**jj filling against nl average in carbon-like ions, In43+ to Os70+**

The table holds the energy and size difference between $(2p_{1/2})^2$ and the $2p^2$ configuration average from Dirac-Coulomb Hartree-Fock, with $\zeta$ and $F^2$ from non-relativistic Hartree-Fock. The program tests $\Delta E=-\tfrac43\Delta_{\rm Dirac}(Z-s)+0.08F^2$ and screened hydrogenic forms for the other columns on 25 rows, and predicts the withheld rows Te46+, I47+ and Xe48+ with leave-three-out error bars. One constant screening fits the lowering within 0.16 %, while first-order theory falls short by 6.8 % (In43+) to 18.3 % (Os70+). With the parameter interpolated in $Z$, all withheld values are met within rounding, and a plain log-log cubic does nearly as well. Frozen nl orbitals reproduce the La51+ lowering (−597.56 against −597.6 eV) but overshoot its size change (−3.05 against −2.91 %).

Calculated values. Carbon-like ions, [He] 2s2 2p2, in Dirac-Coulomb Hartree-Fock at the basis limit (B-spline radial code 1, Fermi nucleus), averaged over the nl configuration or over the jj configuration that fills j = l − 1/2 first. ζ = (α²/2)<(1/r) dV/dr>, without exchange, and F2 come from non-relativistic Hartree-Fock, averaged over the configuration, with a point nucleus.

## Numerical check

```python
# Table: C-like ions 2s2 2p2, B-spline radial code; Dirac-Coulomb HF E[(2p1/2)2]-E[nl average], sum<r2>; non-rel. HF zeta, F2.
# Tested: lowering = -(4/3)*Dirac splitting(Z-s)+0.08 F2, hydrogenic scalings, and predictions for withheld rows.
T = {
    'ion': ['In43+', 'Sn44+', 'Sb45+', 'Te46+', 'I47+', 'Xe48+', 'Cs49+', 'Ba50+', 'La51+', 'Ce52+', 'Pr53+', 'Nd54+', 'Pm55+', 'Sm56+', 'Eu57+', 'Gd58+', 'Tb59+', 'Dy60+', 'Ho61+', 'Er62+', 'Tm63+', 'Yb64+', 'Lu65+', 'Hf66+', 'Ta67+', 'W68+', 'Re69+', 'Os70+'],
    'Z': [49, 50, 51, 52, 53, 54, 55, 56, 57, 58, 59, 60, 61, 62, 63, 64, 65, 66, 67, 68, 69, 70, 71, 72, 73, 74, 75, 76],
    'charge': [43, 44, 45, 46, 47, 48, 49, 50, 51, 52, 53, 54, 55, 56, 57, 58, 59, 60, 61, 62, 63, 64, 65, 66, 67, 68, 69, 70],  # e
    'jj_cfg': ['(2p1/2)2', '(2p1/2)2', '(2p1/2)2', '(2p1/2)2', '(2p1/2)2', '(2p1/2)2', '(2p1/2)2', '(2p1/2)2', '(2p1/2)2', '(2p1/2)2', '(2p1/2)2', '(2p1/2)2', '(2p1/2)2', '(2p1/2)2', '(2p1/2)2', '(2p1/2)2', '(2p1/2)2', '(2p1/2)2', '(2p1/2)2', '(2p1/2)2', '(2p1/2)2', '(2p1/2)2', '(2p1/2)2', '(2p1/2)2', '(2p1/2)2', '(2p1/2)2', '(2p1/2)2', '(2p1/2)2'],
    'lowering': [-304.9, -333.6, -364.3, -397.2, -432.3, -469.8, -509.7, -552.3, -597.6, -645.8, -696.9, -751.2, -808.8, -869.9, -934.6, -1003, -1075, -1152, -1233, -1318, -1409, -1504, -1604, -1710, -1821, -1938, -2062, -2191],  # eV
    'r2_nl': [0.06433, 0.06147, 0.05878, 0.05626, 0.05388, 0.05164, 0.04952, 0.04753, 0.04564, 0.04385, 0.04216, 0.04055, 0.03903, 0.03758, 0.0362, 0.03489, 0.03364, 0.03245, 0.03131, 0.03023, 0.02919, 0.0282, 0.02726, 0.02635, 0.02548, 0.02465, 0.02385, 0.02308],  # bohr²
    'r2_pct': [-2.06, -2.16, -2.26, -2.36, -2.47, -2.57, -2.68, -2.8, -2.91, -3.03, -3.15, -3.28, -3.41, -3.54, -3.67, -3.81, -3.95, -4.1, -4.24, -4.4, -4.55, -4.71, -4.87, -5.04, -5.21, -5.39, -5.57, -5.76],  # %
    'zeta': [146.5, 159.4, 173.1, 187.7, 203.2, 219.7, 237.1, 255.5, 275.0, 295.6, 317.3, 340.2, 364.3, 389.7, 416.3, 444.4, 473.8, 504.6, 536.9, 570.8, 606.2, 643.3, 682.0, 722.4, 764.7, 808.7, 854.6, 902.5],  # eV
    'F2': [110.2, 112.6, 115.0, 117.4, 119.8, 122.2, 124.6, 127.0, 129.4, 131.8, 134.2, 136.6, 139.0, 141.3, 143.7, 146.1, 148.5, 150.9, 153.3, 155.7, 158.1, 160.5, 162.9, 165.3, 167.7, 170.1, 172.4, 174.8],  # eV
}
HELD = [3, 4, 5]  # rows withheld from the fit
import numpy as np
from scipy.constants import alpha, physical_constants as pc
from scipy.optimize import brentq
from scipy.special import poch
Ha = pc['Hartree energy in eV'][0]; mc2 = Ha/alpha**2
Z = np.array(T['Z'], float); ion = T['ion']; K = np.array([i for i in range(len(Z)) if i not in HELD])
D = {c: np.array(T[c], float) for c in ['F2', 'zeta', 'lowering', 'r2_nl', 'r2_pct']}
def split(z):
    x = (alpha*z)**2; return mc2*(np.sqrt(1-x/4)-np.sqrt((1+np.sqrt(1-x))/2))
def r2(z, kap, nr):  # Dirac hydrogenic <r2>, nr = 0 or 1
    g = np.sqrt(kap**2-(alpha*z)**2); N = np.sqrt((nr+g)**2+(alpha*z)**2); b = 2*g+1
    if nr == 0: return poch(b, 2)*(N/2/z)**2
    e = (nr+g)/N; A = N-kap
    M = lambda k: (A*A+1-2*e*A)*poch(b, k)-2*A*(A-e)/b*poch(b, k+1)+A*A/b**2*poch(b, k+2)
    return M(2)/M(0)*(N/2/z)**2
par = {}
S = lambda z, s: 2*r2(z-0.3, -1, 0)+2*r2(z-s, -1, 1)+2/3*r2(z-s, 1, 1)+4/3*r2(z-s, -2, 0)  # 1s screening fixed 0.3
F = {'F2': lambda z, s: 45/512*Ha*(z-s), 'zeta': lambda z, s: alpha**2*Ha*(z-s)**4/48,
     'lowering': lambda z, s: -4/3*split(z-s)+0.08*F['F2'](z, par['F2']), 'r2_nl': S,
     'r2_pct': lambda z, k: k*400/3*(r2(z-par['r2_nl'], 1, 1)-r2(z-par['r2_nl'], -2, 0))/S(z, par['r2_nl'])}
print("fits on known rows; p = screening (scale factor for r2_pct); eV, bohr2, %")
for c, f in F.items():
    y = D[c][K]; z = Z[K]
    rd = lambda v: 0.005+0*v if c == 'r2_pct' else 0.5*10**(np.floor(np.log10(np.abs(v)))-3)
    p = np.array([brentq(lambda s: f(a, s)-v, 0.05, 6) for a, v in zip(z, y)])
    w = np.abs(f(z, p+1e-3)-f(z, p))/1e-3/rd(y); par[c] = np.average(p, weights=w**2)
    rel = 100*(f(z, par[c])/y-1); j = np.argmax(abs(rel)); cv = 0
    for i in range(1, len(z)-3):
        if z[i+3]-z[i-1] == 4:
            m = np.ones(len(z), bool); m[i:i+3] = False
            q = np.polyfit(z[m]-62, p[m], 2, w=w[m])
            cv = max(cv, np.max(abs(f(z[~m], np.polyval(q, z[~m]-62))/y[~m]-1)))
    q = np.polyfit(z-62, p, 2, w=w); cub = np.polyfit(np.log(z/62), np.log(abs(y)), 3)
    print(f"{c}: p={par[c]:.3f} (In {p[0]:.3f}, Os {p[-1]:.3f}); worst {ion[K[j]]} {rel[j]:+.2f}%; rounding<={100*max(rd(y)/abs(y)):.2f}%; leave-3 {100*cv:.3f}%")
    for h in HELD:
        pr = f(Z[h], np.polyval(q, Z[h]-62)); bar = cv*abs(pr)+rd(pr); v = D[c][h]
        print(f" {ion[h]} pred {pr:.5g}+-{bar:.1g} (const p {f(Z[h], par[c]):.5g}, cubic {np.sign(pr)*np.exp(np.polyval(cub, np.log(Z[h]/62))):.5g}) found {v:.4g} miss {pr-v:+.2g}")
L, ze, F2, z = D['lowering'][K], D['zeta'][K], D['F2'][K], Z[K]
ze_z = z-par['zeta']; R = split(ze_z)/(mc2*(alpha*ze_z)**4/32)
A1 = -2*ze+0.08*F2; A2 = -2*ze*R+0.08*F2; gap = 1.5*(-L+0.08*F2)+0.2*F2; V = np.sqrt(2)/5*F2
print("ion -L 2zeta L/-2zeta .08F2 F2/zeta | err% 1st order; Dirac factor R, err% | J=0 mixing: eV, weight%")
for i in [0, 2, 3, 7, 12, 18, len(K)-1]:
    print(f"{ion[K[i]]} {-L[i]:.1f} {2*ze[i]:.1f} {-L[i]/2/ze[i]:.3f} {0.08*F2[i]:.1f} {F2[i]/ze[i]:.3f} | {100*(A1[i]/L[i]-1):+.1f}; {R[i]:.3f} {100*(A2[i]/L[i]-1):+.1f} | {V[i]**2/gap[i]:.2f} {100*(V[i]/gap[i])**2:.2f}")
ex = lambda y: np.polyfit(np.log(z), np.log(abs(y)), 1)[0]
print(f"exponents in Z: lowering {ex(L):.2f}, zeta {ex(ze):.2f}, F2 {ex(F2):.2f}, r2_nl {ex(D['r2_nl'][K]):.2f}, r2_pct {ex(D['r2_pct'][K]):.2f}")
print(f"F2 slope {np.polyfit(z, F2, 1)[0]:.4f} eV per Z, hydrogenic {45/512*Ha:.4f}")
# typed from further outputs of the same runs (La51+ nl run; non-rel. sum<r2>; ionisation energies)
la = ion.index('La51+'); de = (-373.7241+356.8897)*Ha
a, b, c3 = 290.3204, 280.881-128.919/10, 272.5376-130.776/15  # mean pair energies --, -+, ++
corr = 2/3*a-16/15*b+2/5*c3; dh = de-((a+4*b)-(2*b+3*c3))/5; fro = 4/3*de+corr
print(f"La: orbital gap {de:.1f} eV, 4/3 gap {4/3*de:.1f}, pair term {corr:+.2f} (0.08F2 {0.08*D['F2'][la]:.2f})")
print(f"La: frozen {fro:.2f} eV vs table {D['lowering'][la]:.1f} (rounding 0.05); gap/(1.5 zeta) {-de/1.5/D['zeta'][la]:.3f}")
print(f"La: frozen r2_pct {400/3*(0.00890102-0.009943477)/0.04563802:.2f}% vs table {D['r2_pct'][la]:.2f}%")
br = 14.98757-8.180826; qed = (0.1595469-0.05799486)-(0.8540674-0.006103038)
print(f"La: 4/3 x orbital shifts: Breit {4/3*br:+.1f} eV ({-400/3*br/D['lowering'][la]:.1f}% of lowering), QED {4/3*qed:+.1f} eV")
print(f"La: IE nl corrected-tabulated {9852.922-10136:.1f} eV; frozen IE(jj)-IE(nl) {-D['lowering'][la]+2/3*dh:.1f}, with Breit {-D['lowering'][la]+2/3*dh-2/3*br:.1f}")
print(f"Gd: IE jj corrected-tabulated {13182.17-13183:+.1f} eV (tabulated +-6); uncorrected {13206.43-13183:+.1f}")
for s, v in [('In43+', 0.0689167), ('Gd58+', 0.0394529), ('Lu65+', 0.0318164)]:
    i = ion.index(s); print(f"{s}: nl sum<r2> vs non-rel. {100*(D['r2_nl'][i]/v-1):+.1f}%, jj vs nl {D['r2_pct'][i]:+.2f}%")
assert np.all(L < 0) and np.all(np.diff(L) < 0) and np.all(np.diff(D['r2_pct'][K]) < 0)
assert np.all(-L > 2*ze) and -L[-1]/ze[-1] > -L[0]/ze[0]
assert 4 < ex(L) < 5 and np.all(np.diff(F2/ze) < 0)
assert abs(fro-D['lowering'][la]) < 1
```

Output:

```
fits on known rows; p = screening (scale factor for r2_pct); eV, bohr2, %
F2: p=2.900 (In 2.923, Os 2.912); worst In43+ +0.05%; rounding<=0.05%; leave-3 0.047%
 Te46+ pred 117.4+-0.1 (const p 117.43, cubic 117.41) found 117.4 miss +0.0035
 I47+ pred 119.8+-0.1 (const p 119.82, cubic 119.81) found 119.8 miss -0.00029
 Xe48+ pred 122.2+-0.1 (const p 122.21, cubic 122.2) found 122.2 miss -0.0044
zeta: p=2.058 (In 2.065, Os 2.056); worst Sb45+ +0.06%; rounding<=0.03%; leave-3 0.012%
 Te46+ pred 187.72+-0.07 (const p 187.8, cubic 187.72) found 187.7 miss +0.019
 I47+ pred 203.22+-0.07 (const p 203.3, cubic 203.22) found 203.2 miss +0.02
 Xe48+ pred 219.66+-0.08 (const p 219.73, cubic 219.66) found 219.7 miss -0.039
lowering: p=2.143 (In 2.157, Os 2.122); worst Re69+ -0.16%; rounding<=0.05%; leave-3 0.045%
 Te46+ pred -397.17+-0.2 (const p -397.51, cubic -397.19) found -397.2 miss +0.027
 I47+ pred -432.28+-0.2 (const p -432.6, cubic -432.3) found -432.3 miss +0.017
 Xe48+ pred -469.76+-0.3 (const p -470.04, cubic -469.78) found -469.8 miss +0.043
r2_nl: p=2.350 (In 2.375, Os 2.286); worst Os70+ +0.20%; rounding<=0.02%; leave-3 0.017%
 Te46+ pred 0.056256+-1e-05 (const p 0.056217, cubic 0.056253) found 0.05626 miss -3.6e-06
 I47+ pred 0.053879+-1e-05 (const p 0.053848, cubic 0.053875) found 0.05388 miss -1.1e-06
 Xe48+ pred 0.051638+-1e-05 (const p 0.051616, cubic 0.051635) found 0.05164 miss -1.7e-06
r2_pct: p=1.028 (In 1.023, Os 1.030); worst In43+ +0.53%; rounding<=0.24%; leave-3 0.167%
 Te46+ pred -2.3609+-0.009 (const p -2.3668, cubic -2.3608) found -2.36 miss -0.00092
 I47+ pred -2.4654+-0.009 (const p -2.4708, cubic -2.4658) found -2.47 miss +0.0046
 Xe48+ pred -2.5726+-0.009 (const p -2.5776, cubic -2.5734) found -2.57 miss -0.0026
ion -L 2zeta L/-2zeta .08F2 F2/zeta | err% 1st order; Dirac factor R, err% | J=0 mixing: eV, weight%
In43+ 304.9 293.0 1.041 8.8 0.752 | -6.8; 1.080 +0.9 | 1.97 0.40
Sb45+ 364.3 346.2 1.052 9.2 0.664 | -7.5; 1.087 +0.8 | 1.81 0.31
Cs49+ 509.7 474.2 1.075 10.0 0.526 | -8.9; 1.104 +0.7 | 1.54 0.19
Pr53+ 696.9 634.6 1.098 10.7 0.423 | -10.5; 1.122 +0.6 | 1.32 0.12
Gd58+ 1003.0 888.8 1.128 11.7 0.329 | -12.6; 1.148 +0.6 | 1.10 0.07
Yb64+ 1504.0 1286.6 1.169 12.8 0.249 | -15.3; 1.184 +0.4 | 0.89 0.04
Os70+ 2191.0 1805.0 1.214 14.0 0.194 | -18.3; 1.226 +0.4 | 0.73 0.02
exponents in Z: lowering 4.49, zeta 4.14, F2 1.05, r2_nl -2.34, r2_pct 2.34
F2 slope 2.3932 eV per Z, hydrogenic 2.3916
La: orbital gap -458.1 eV, 4/3 gap -610.8, pair term +13.22 (0.08F2 10.35)
La: frozen -597.56 eV vs table -597.6 (rounding 0.05); gap/(1.5 zeta) 1.111
La: frozen r2_pct -3.05% vs table -2.91%
La: 4/3 x orbital shifts: Breit +9.1 eV (1.5% of lowering), QED -1.0 eV
La: IE nl corrected-tabulated -283.1 eV; frozen IE(jj)-IE(nl) 287.6, with Breit 283.0
Gd: IE jj corrected-tabulated -0.8 eV (tabulated +-6); uncorrected +23.4
In43+: nl sum<r2> vs non-rel. -6.7%, jj vs nl -2.06%
Gd58+: nl sum<r2> vs non-rel. -11.6%, jj vs nl -3.81%
Lu65+: nl sum<r2> vs non-rel. -14.3%, jj vs nl -4.87%
```
